**Question**

The atomization energy of phosphine, the energy needed to take PH₃ apart into P + 3 H, was computed with a local spin-density functional in six basis sets at one fixed pyramidal shape.

Atomization energy of PH₃ (neutral singlet) in six basis sets, computed with Ansatz 0.2.0 using the local spin-density functional SPW92, with restricted Kohn–Sham orbitals for the molecule. The molecular geometry is fixed at the MP2(full)/6-31G* shape; all electrons are included and relativity is neglected.

```csv
basis,functions,atomization energy less its quadruple-zeta value (kJ/mol),rough wall time (s)
STO-3G,12,371.0,0.3
6-31G,19,-104.9,0.4
6-31Gstar,25,-20.2,0.4
cc-pV(D+d)Z,38,-14.7,0.4
cc-pV(T+d)Z,81,-0.8,0.6
cc-pV(Q+d)Z,154,0.0,2
```

The column "functions" counts the basis functions. Call the third column Δ: the atomization energy in a given basis less its value in cc-pV(Q+d)Z, which is 1129.1 kJ/mol. In cc-pV(X+d)Z the cardinal number X is 2, 3 or 4 for D, T, Q, and "+d" is an extra tight d shell on P.

(a) A larger basis normally lowers a total energy. Why does Δ change sign between the first two rows?
(b) Account for the sign of the STO-3G row, with an estimate.
(c) Explain the step from 6-31G to 6-31G* (printed 6-31Gstar).
(d) Does an X⁻³ law describe the last three rows, and how well is the basis limit known?

**Model answer**

*(a) A difference of two errors*

The atomization energy is E(atoms) − E(molecule). Let ε be the amount by which a total energy lies above its quadruple-zeta value. Then Δ = ε(atoms) − ε(molecule). The variational principle keeps each energy above its own basis limit but places no sign on the difference. A basis that serves the free atoms worse than the molecule overbinds, and one that serves the molecule worse underbinds.

The total energies of the same calculations give ε(molecule), and ε(atoms) follows by adding Δ. In every row the molecule is the same closed-shell singlet with the same occupation and all electrons treated, so its energies can be compared; the atoms' own runs are not shown, and their errors are inferred from Δ. Both errors are positive in all five smaller sets and both fall at each step, so the two sides behave regularly and only their difference jumps. In STO-3G the molecule is 10341 kJ/mol too high and the atoms 10341 + 371 = 10712 kJ/mol. The strong binding there is a sign of worse atoms, not of a better molecule.

*(b) STO-3G: atoms that cannot relax*

Δ is only 3.6% of the molecule's error in this row. Theory accounts for the near cancellation: most of the total energy sits in the phosphorus core, three Gaussians per orbital describe that core poorly, and the core hardly changes on bonding. Its error therefore enters both sides almost equally. What survives should come mainly from the valence region.

Hydrogen has a single function in STO-3G, contracted by a scale factor z = 1.24 to suit hydrogen in a bond, where the neighbouring nucleus draws the orbital in. The free atom wants a wider orbital and has no second function with which to expand. For a Slater orbital e^(−zr) the kinetic energy is z²/2 and the attraction to the nucleus −z, in hartree. The sum E = z²/2 − z has its minimum at z = 1, and holding z elsewhere costs (z − 1)²/2.

With z as above the cost is ½(0.24)² = 0.029 hartree, or 76 kJ/mol per atom and 227 kJ/mol for three. Nothing was fitted to the table to obtain this, but it assumes that the scale suits hydrogen in PH₃, so that the molecule pays no such penalty.

The local functional does not cancel the electron's repulsion of itself exactly. For the same orbital the Coulomb term is +5z/16 and local spin exchange −0.268z, so the attraction coefficient drops from 1 to 0.96 and the best orbital is a little wider still. The penalty for three atoms rises to 319 kJ/mol. Both versions say a few hundred kJ/mol, the sign and order of the STO-3G row, and a one-function model without correlation deserves no closer reading. The fixed valence scale of P and the borrowing of neighbours' functions in the molecule (basis superposition) should push the same way and the lack of d functions the other; their shares are untested here.

*(c) 6-31G and 6-31G\*: bonds that cannot polarize*

A split-valence set has an inner and an outer function for each valence orbital, so every atom can choose its size, free or bound. That largely removes the handicap of part (b) and exposes the opposite one. In 6-31G the molecule is 222.3 kJ/mol too high and the atoms only 117.4, which leaves Δ = −104.9. The set can change the size of the orbitals but has too little angular freedom for the bonds.

The next step is the cleanest comparison in the table, because it adds a d shell on P and leaves hydrogen untouched. The molecule falls by 98.1 kJ/mol and the atoms by 13.4, so the binding gains 84.7 kJ/mol, 81% of the 6-31G deficit. The missing d shell on P is thus the main cause of the binding that 6-31G loses, though not of its whole error in the total energy.

Symmetry explains why the gain is so one-sided. Ground-state phosphorus has a half-filled 3p shell and is spherical, so a pure d function cannot mix with its occupied s or p orbitals. In the molecule three protons sit on one side, with H–P–H near 95°, and mixing d into p bends the lobes towards them and moves charge into the bonds. This is polarization of s and p orbitals and does not require an occupied d shell. The small atomic gain has a likely source: the six added functions are Cartesian, and the combination x² + y² + z² among them is s-like, which a spherical atom can use. The count of six is certain, while the assignment of the gain to that function is inferred.

The number of functions is a poor guide to the gain. The d shell buys 14.12 kJ/mol of binding per function, the step on to cc-pV(D+d)Z only 0.42, partly because little of the deficit was left to recover. That step changes family and adds p on H and a second d on P together, so its causes can't be separated. Molecule and atoms fall by 60.0 and 54.5 kJ/mol, so most of the improvement cancels.

*(d) The cardinal series*

If the error runs as B/X³, the ratio of the T→Q step to the D→T step is (1/27 − 1/64)/(1/8 − 1/27) = 0.243, whatever B is. Fixing B on the D and T rows and predicting Q, which takes no part in the fit, gives 0.243 × 13.9 = 3.4 kJ/mol for the last step. The table has 0.8 kJ/mol, about a quarter of that. The law is derived for the slow convergence of the electron–electron cusp in correlated wavefunctions, and Kohn–Sham orbitals have no such cusp to build, so faster convergence is the theoretical expectation.

The two totals do not show it clearly: their step ratios, 0.201 for the molecule and 0.252 for the atoms, lie close to the law's 0.243. The quick fall of Δ is therefore no proof of quick convergence, and three points cannot tell a power from an exponential. The small Δ at triple zeta is again a cancellation. The molecule is still 10.8 kJ/mol above quadruple zeta and the atoms 10.0, so a modest miss on either total becomes a large relative miss on Δ.

Three extrapolations put the limit at +0.58, +0.05 and −0.64 kJ/mol from the quadruple-zeta value: X⁻³ through T and Q, an exponential through Δ at D, T and Q, and separate exponentials for molecule and atoms. The exponentials have three parameters for three points and so go untested. The rounding of Δ moves each estimate by far less than their spread, as the printed output below shows. All three place the limit within about 1 kJ/mol of the quadruple-zeta value but disagree on the side, and their spread is a rough guide, not an error bound.

**Remarks on the reasoning**

One slip to avoid is to read Δ as a grade for the molecule's description. An answer earns credit by splitting Δ into its two positive parts and asking which side each basis handicaps: a radial size fixed to suit bonds hurts the free atoms, lack of angular freedom hurts the bonds. Quadruple zeta is zero by definition, and convergence towards it says nothing of accuracy against nature. The local functional is known to overbind, and these are electronic energies at a shape not relaxed for this functional, without zero-point motion, spin-orbit coupling or relativity.

The table shows that a small basis can distort the total P–H binding in either direction, by +33% or −9% of the quadruple-zeta value. For this molecule and functional, d functions on P bring the binding within 2% of the quadruple-zeta value. The step from triple to quadruple zeta changes it by only 0.8 kJ/mol, so a much larger disagreement with experiment would point to the functional, the fixed shape or the effects left out, not to the basis.

The analysis program printed:

```
shape from rounded coordinates: P-H 1.42 A, H-P-H 95 deg
functions counted from shells: [12, 19, 25, 38, 81, 154]  table: [12, 19, 25, 38, 81, 154]
rounding: shift and atom error 0.05 kJ/mol, molecule error under 0.01
errors against quadruple zeta, kJ/mol
basis          molecule     atoms    shift      AE  shift/AE(Q)%  |shift|/molecule%
STO-3G          10341.0   10712.0    371.0  1500.1      32.86           3.6
6-31G             222.3     117.4   -104.9  1024.2      -9.29          47.2
6-31Gstar         124.2     104.0    -20.2  1108.9      -1.79          16.3
cc-pV(D+d)Z        64.2      49.5    -14.7  1114.4      -1.30          22.9
cc-pV(T+d)Z        10.8      10.0     -0.8  1128.3      -0.07           7.4
steps, kJ/mol: added functions, molecule falls, atoms fall, AE change, AE change per function
STO-3G      -> 6-31G          7   10118.7   10594.6  -475.9  -67.99
6-31G       -> 6-31Gstar      6      98.1      13.4    84.7   14.12
6-31Gstar   -> cc-pV(D+d)Z   13      60.0      54.5     5.5    0.42
cc-pV(D+d)Z -> cc-pV(T+d)Z   43      53.4      39.5    13.9    0.32
cc-pV(T+d)Z -> cc-pV(Q+d)Z   73      10.8      10.0     0.8    0.01
d step: molecule/atoms gain 7.3; removes 81% of the 6-31G shift
free H atom as one Slater 1s held at z = 1.24 (rough size only), exchange coefficient 0.268
  exact one-electron: best z 1.00, penalty 76 per H, 227 for 3 H, 61% of STO-3G shift
  local spin exchange only: best z 0.96, penalty 106 per H, 319 for 3 H, 86% of STO-3G shift
step ratio (T->Q)/(D->T): X^-3 law gives 0.243
  molecule  ratio 0.201, T->Q step 10.75, X^-3 predicts 13.01, miss +2.26 kJ/mol
  atoms     ratio 0.252, T->Q step 9.95, X^-3 predicts 9.62, miss -0.33 kJ/mol
  AE        ratio 0.058, T->Q step 0.80, X^-3 predicts 3.38, miss +2.58 kJ/mol
exponential through D,T,Q (3 parameters, 3 points: no residual, no test)
  left beyond Q: molecule 2.71, atoms 3.35 kJ/mol
  decay constant per X: molecule 1.60, atoms 1.38, AE 2.86
AE limit less AE(Q), kJ/mol (range from rounding of the shifts)
  X^-3 from T,Q: +0.58 (+0.55 to +0.62)
  exponential on AE: +0.05 (+0.04 to +0.06)
  exponentials on molecule and atoms: -0.64 (-0.69 to -0.59)
  spread of the three: 1.2 kJ/mol, 0.11% of AE(Q)
largest shifts: STO-3G +371.0, 6-31G -104.9 kJ/mol
rough times: 0.3 to 0.6 s below Q, 2 s at Q
```
